**Configuration breaks in orbital energies and their sensitivity to α, Cs to Lu**

The table holds 5p3/2 and 6s1/2 orbital energies of the neutral atoms and the slopes q = dε/dx, x = (α/α0)² − 1, of these levels and of the total energy, from Dirac–Coulomb Hartree–Fock averaged over the configuration, without Breit, QED or correlation. The program fits a cubic in Z to the eleven 4fⁿ 6s² rows, measures the other rows against it and against two other baselines, and compares steps of one proton plus one 4f, 5d or 6s electron. The 5d¹ rows La, Ce, Gd and Lu lie 2.9 to 4.3 eV below the curve in 5p3/2 and 0.35 to 0.65 eV below it in 6s1/2. Fermi–Segrè scaling, q ∝ Z²|ε|^(3/2), accounts for 28 to 32% of their break in q(6s1/2). The break in q(5p3/2) changes sign along the series, and q(total energy) shows only a tentative 5d offset of about −3 eV.

Spherical neutral atoms Cs to Lu, computed with B-spline radial code 1 at the basis-set limit: Dirac–Coulomb Hartree–Fock, averaged over the nl configuration, with a Fermi nucleus (skin thickness 2.3 fm) and no Breit or QED terms. Each q is the derivative of an energy with respect to x = (α/α0)² − 1, from runs with the speed of light scaled by 0.98 and 1.02.

## Program and output

```python
# Table: 5p3/2 and 6s1/2 eigenvalues and q = d(eps)/dx, x = (alpha/alpha0)^2 - 1, Cs to Lu; B-spline radial code,
# Dirac-Coulomb Hartree-Fock, nl average, Fermi nucleus. Tested: breaks of the 5d1 rows against a smooth curve
# through the 4f^n 6s2 rows, screening steps, Fermi-Segre scaling of q(6s), and a 5d offset in q(total).
T = {
    'ion': ['Cs', 'Ba', 'La', 'Ce', 'Pr', 'Nd', 'Pm', 'Sm', 'Eu', 'Gd', 'Tb', 'Dy', 'Ho', 'Er', 'Tm', 'Yb', 'Lu'],
    'Z': [55, 56, 57, 58, 59, 60, 61, 62, 63, 64, 65, 66, 67, 68, 69, 70, 71],
    'configuration': ['[Xe] 6s1', '[Xe] 6s2', '[Xe] 5d1 6s2', '[Xe] 4f1 5d1 6s2', '[Xe] 4f3 6s2', '[Xe] 4f4 6s2', '[Xe] 4f5 6s2', '[Xe] 4f6 6s2', '[Xe] 4f7 6s2', '[Xe] 4f7 5d1 6s2', '[Xe] 4f9 6s2', '[Xe] 4f10 6s2', '[Xe] 4f11 6s2', '[Xe] 4f12 6s2', '[Xe] 4f13 6s2', '[Xe] 4f14 6s2', '[Xe] 4f14 5d1 6s2'],
    'e_5p32': [-17.9423, -23.7464, -27.7952, -28.6131, -26.2487, -26.8934, -27.4992, -28.0767, -28.6322, -32.6996, -29.6951, -30.2086, -30.7127, -31.2094, -31.6998, -32.1855, -36.9507],  # eV
    'e_6s12': [-3.48957, -4.44024, -4.88827, -4.96783, -4.67368, -4.73911, -4.80263, -4.86485, -4.9262, -5.43738, -5.04725, -5.10728, -5.16724, -5.22717, -5.28721, -5.34744, -6.05445],  # eV
    'q_5p32': [0.7223, 0.9441, 0.8491, 0.797, 0.6658, 0.661, 0.6621, 0.6664, 0.6726, 0.7054, 0.687, 0.6938, 0.6999, 0.7047, 0.7076, 0.709, 0.5656],  # eV
    'q_6s12': [-0.1443, -0.1768, -0.2987, -0.324, -0.2505, -0.2675, -0.2851, -0.3035, -0.3229, -0.5071, -0.3649, -0.3876, -0.4117, -0.4371, -0.4643, -0.4928, -0.8719],  # eV
    'q_total': [-6883, -7476, -8110, -8784, -9500, -10270, -11080, -11950, -12880, -13860, -14910, -16010, -17190, -18450, -19770, -21180, -22680],  # eV
}
import numpy as np
from scipy.constants import alpha, physical_constants as pc
Ha = pc['Hartree energy in eV'][0]
ion = list(T['ion']); Z = np.array(T['Z'], float); I = {s: i for i, s in enumerate(ion)}
K = ['e_5p32', 'e_6s12', 'q_5p32', 'q_6s12']; N = ['eps(5p3/2)', 'eps(6s)', 'q(5p3/2)', 'q(6s)']
Y = [np.array(T[k], float) for k in K]; R = [5e-5, 5e-6, 5e-5, 5e-5]; qt = np.array(T['q_total'], float)
d = np.array(['5d1' in c for c in T['configuration']]); f = np.array(['4f' in c for c in T['configuration']]) & ~d
fit = lambda y, g, m: np.polyval(np.polyfit(Z[m] - 64, y[m], g), Z - 64)
S = [fit(y, 3, f) for y in Y]; B = [y - s for y, s in zip(Y, S)]
print('Cubic in Z through the %d rows 4f^n 6s2, residuals in eV' % f.sum())
for n, b, r, y in zip(N, B, R, Y):
    w = np.where(f)[0][np.argmax(abs(b[f]))]
    print('%s: rms %.5f, worst %s %+.5f, Eu %+.5f, Yb %+.5f, rounding %.0e, Pr->Yb change %+.3f' % (n, np.sqrt(np.mean(b[f]**2)), ion[w], b[w], b[I['Eu']], b[I['Yb']], r, y[I['Yb']] - y[I['Pr']]))
print('Table minus cubic (minus quadratic), eV; only Gd is interpolated')
for n, y, b in zip(N, Y, B):
    b2 = y - fit(y, 2, f)
    print(n + ': ' + ', '.join('%s %+.3f (%+.3f)' % (s, b[I[s]], b2[I[s]]) for s in ['Cs', 'Ba', 'La', 'Ce', 'Gd', 'Lu']))
m3 = np.array([s in ('Ba', 'Pr', 'Nd') for s in ion])
print('Minus parabola through Ba, Pr, Nd, La/Ce (eV): ' + ', '.join('%s %+.3f/%+.3f' % (n, (y - fit(y, 2, m3))[I['La']], (y - fit(y, 2, m3))[I['Ce']]) for n, y in zip(N, Y)))
print('Steps of one proton plus one electron (eV): ' + ', '.join(N))
st = {}
for a, b, l in [('Cs', 'Ba', '6s'), ('Ba', 'La', '5d'), ('Eu', 'Gd', '5d'), ('Yb', 'Lu', '5d'), ('La', 'Ce', '4f'), ('Pr', 'Nd', '4f'), ('Sm', 'Eu', '4f'), ('Tm', 'Yb', '4f')]:
    st[a] = [y[I[b]] - y[I[a]] for y in Y]
    print('%s->%s, adds %s: %+.3f %+.3f %+.3f %+.3f' % (a, b, l, *st[a]))
ir5, ir6 = 0.7708053, 0.2705921  # Eu <1/r> of 5p3/2 and 6s (1/bohr), orbital listing of the calculation
print('Net unscreened charge -step/<1/r> (Eu radii): 5p3/2 4f %.3f, 5d %.3f; 6s 4f %.3f, 5d %.3f' % (-st['Sm'][0]/Ha/ir5, -st['Eu'][0]/Ha/ir5, -st['Sm'][1]/Ha/ir6, -st['Eu'][1]/Ha/ir6))
e = -Y[1]/Ha; kk = -Y[3]/((Z*alpha)**2*e*np.sqrt(2*e)*Ha)
print('k = -q(6s)/[(Z alpha)^2 |eps|/nu], nu = (2|eps|)^(-1/2) in hartree units')
for l, m in [('4f^n rows', f), ('5d1 rows', d), ('no 4f, no 5d', ~f & ~d)]:
    print(l + ': ' + ' '.join('%s %.3f' % (ion[i], kk[i]) for i in np.where(m)[0]))
ex = lambda y, m: np.polyfit(np.log(Z[m]), np.log(abs(y[m])), 1)[0]
print('Power of Z in 4f^n rows: q(6s) %.2f, Z^2 |eps|^1.5 %.2f' % (ex(Y[3], f), ex(Z**2*e**1.5, f)))
print('q(6s) break: part from deeper binding (|eps|^1.5), remainder, and q break / eps break')
sh = []
for i in np.where(d)[0]:
    p = S[3][i]*((Y[1][i]/S[1][i])**1.5 - 1); sh.append(p/B[3][i])
    print('%s: break %+.3f eV (%.0f%% of curve), binding %+.3f (%.0f%%), remainder %+.3f; ratio 6s %+.2f, 5p3/2 %+.3f' % (ion[i], B[3][i], 100*B[3][i]/S[3][i], p, 100*sh[-1], B[3][i] - p, B[3][i]/B[1][i], B[2][i]/B[0][i]))
rho = {'Ce': 12.76354, 'Eu': 15.59295, 'Er': 22.57828}  # 6s density over the nucleus (1/bohr^3), orbital listings
g = np.log(rho['Er']/rho['Eu'])/(Z[I['Er']] - Z[I['Eu']]); r0 = rho['Eu']*np.exp(g*(Z[I['Ce']] - Z[I['Eu']]))
print('Ce 6s density at nucleus %.2f, two-point Eu-Er extrapolation %.2f 1/bohr^3: excess %.0f%%' % (rho['Ce'], r0, 100*(rho['Ce']/r0 - 1)))
orb = {'Ce': (-1.050299, -0.1830591), 'Eu': (-1.051193, -0.1815281), 'Er': (-1.14585, -0.1927645)}  # orbital listings, hartree
print('Orbital listing minus table, 5p3/2 / 6s (eV): ' + ', '.join('%s %+.3f/%+.3f' % (s, v[0]*Ha - Y[0][I[s]], v[1]*Ha - Y[1][I[s]]) for s, v in orb.items()))
pt = ex(qt, Z > 0); rq = np.where(abs(qt) < 1e4, 0.5, 5.0); m = Z > 55  # Cs has an open 6s1
print('q(total): power of Z %.2f; rounding 0.5 eV to Pr, 5 eV from Nd' % pt)
for g in (2, 3):
    A = np.column_stack([(Z/64)**4*((Z - 64)/8)**k for k in range(g + 1)] + [d*1.0])
    c = np.linalg.lstsq(A[m]/rq[m, None], qt[m]/rq[m], rcond=None)[0]; rs = qt - A @ c
    w = np.where(m)[0][np.argmax(abs(rs/rq)[m])]
    print('Z^4 x degree %d, Ba-Lu: 5d offset %+.1f eV (%.3f%% at Ce); worst %s %+.1f eV = %.1f x rounding; Cs (unfitted) %+.1f eV' % (g, c[-1], 100*c[-1]/qt[I['Ce']], ion[w], rs[w], abs(rs[w])/rq[w], rs[0]))
q1 = -2*Z**4*alpha**2/(np.sqrt(1 - (Z*alpha)**2)*2*(1 + np.sqrt(1 - (Z*alpha)**2))**2)*Ha  # exact slope, Dirac 1s pair
print('Unscreened point-nucleus 1s pair as share of q(total): Cs %.0f%%, Lu %.0f%%' % (100*q1[0]/qt[0], 100*q1[-1]/qt[-1]))
assert (Y[3] < 0).all() and (Y[2] > 0).all() and 4 < pt < 5
assert (B[0][d] < -2).all() and (B[1][d] < -0.2).all() and (B[3][d] < -0.05).all()
assert st['Cs'][0] < st['Eu'][0] < st['Sm'][0] < 0 and B[2][I['Gd']] > 0 > B[2][I['Lu']]
assert 0 < min(sh) and max(sh) < 0.6
```

Printed output:

```
Cubic in Z through the 11 rows 4f^n 6s2, residuals in eV
eps(5p3/2): rms 0.00325, worst Nd -0.00476, Eu +0.00333, Yb +0.00328, rounding 5e-05, Pr->Yb change -5.937
eps(6s): rms 0.00018, worst Nd -0.00028, Eu +0.00019, Yb +0.00018, rounding 5e-06, Pr->Yb change -0.674
q(5p3/2): rms 0.00070, worst Nd -0.00112, Eu +0.00072, Yb +0.00074, rounding 5e-05, Pr->Yb change +0.043
q(6s): rms 0.00005, worst Tm -0.00010, Eu +0.00002, Yb +0.00004, rounding 5e-05, Pr->Yb change -0.242
Table minus cubic (minus quadratic), eV; only Gd is interpolated
eps(5p3/2): Cs +5.418 (+5.769), Ba +0.396 (+0.629), La -2.912 (-2.771), Ce -3.027 (-2.954), Gd -3.524 (-3.531), Lu -4.267 (-4.338)
eps(6s): Cs +0.908 (+0.929), Ba +0.029 (+0.044), La -0.349 (-0.340), Ce -0.360 (-0.356), Gd -0.450 (-0.451), Lu -0.646 (-0.650)
q(5p3/2): Cs -0.002 (+0.076), Ba +0.244 (+0.295), La +0.166 (+0.197), Ce +0.125 (+0.142), Gd +0.027 (+0.025), Lu -0.139 (-0.155)
q(6s): Cs +0.044 (+0.055), Ba +0.026 (+0.034), La -0.080 (-0.076), Ce -0.090 (-0.087), Gd -0.164 (-0.164), Lu -0.349 (-0.351)
Minus parabola through Ba, Pr, Nd, La/Ce (eV): eps(5p3/2) -3.120/-3.104, eps(6s) -0.364/-0.366, q(5p3/2) +0.042/+0.082, q(6s) -0.094/-0.094
Steps of one proton plus one electron (eV): eps(5p3/2), eps(6s), q(5p3/2), q(6s)
Cs->Ba, adds 6s: -5.804 -0.951 +0.222 -0.033
Ba->La, adds 5d: -4.049 -0.448 -0.095 -0.122
Eu->Gd, adds 5d: -4.067 -0.511 +0.033 -0.184
Yb->Lu, adds 5d: -4.765 -0.707 -0.143 -0.379
La->Ce, adds 4f: -0.818 -0.080 -0.052 -0.025
Pr->Nd, adds 4f: -0.645 -0.065 -0.005 -0.017
Sm->Eu, adds 4f: -0.556 -0.061 +0.006 -0.019
Tm->Yb, adds 4f: -0.486 -0.060 +0.001 -0.029
Net unscreened charge -step/<1/r> (Eu radii): 5p3/2 4f 0.026, 5d 0.194; 6s 4f 0.008, 5d 0.069
k = -q(6s)/[(Z alpha)^2 |eps|/nu], nu = (2|eps|)^(-1/2) in hartree units
4f^n rows: Pr 0.493 Nd 0.499 Pm 0.504 Sm 0.510 Eu 0.515 Tb 0.528 Dy 0.534 Ho 0.541 Er 0.548 Tm 0.556 Yb 0.563
5d1 rows: La 0.589 Ce 0.603 Gd 0.676 Lu 0.804
no 4f, no 5d: Cs 0.507 Ba 0.417
Power of Z in 4f^n rows: q(6s) 3.95, Z^2 |eps|^1.5 3.18
q(6s) break: part from deeper binding (|eps|^1.5), remainder, and q break / eps break
La: break -0.080 eV (37% of curve), binding -0.026 (32%), remainder -0.055; ratio 6s +0.23, 5p3/2 -0.057
Ce: break -0.090 eV (38% of curve), binding -0.028 (31%), remainder -0.062; ratio 6s +0.25, 5p3/2 -0.041
Gd: break -0.164 eV (48% of curve), binding -0.048 (29%), remainder -0.116; ratio 6s +0.36, 5p3/2 -0.008
Lu: break -0.349 eV (67% of curve), binding -0.096 (28%), remainder -0.252; ratio 6s +0.54, 5p3/2 +0.033
Ce 6s density at nucleus 12.76, two-point Eu-Er extrapolation 10.77 1/bohr^3: excess 19%
Orbital listing minus table, 5p3/2 / 6s (eV): Ce +0.033/-0.013, Eu +0.028/-0.013, Er +0.029/-0.018
q(total): power of Z 4.67; rounding 0.5 eV to Pr, 5 eV from Nd
Z^4 x degree 2, Ba-Lu: 5d offset -3.4 eV (0.039% at Ce); worst Lu -12.2 eV = 2.4 x rounding; Cs (unfitted) +3.9 eV
Z^4 x degree 3, Ba-Lu: 5d offset -2.7 eV (0.031% at Ce); worst Tb -6.1 eV = 1.2 x rounding; Cs (unfitted) +1.9 eV
Unscreened point-nucleus 1s pair as share of q(total): Cs 57%, Lu 55%
```
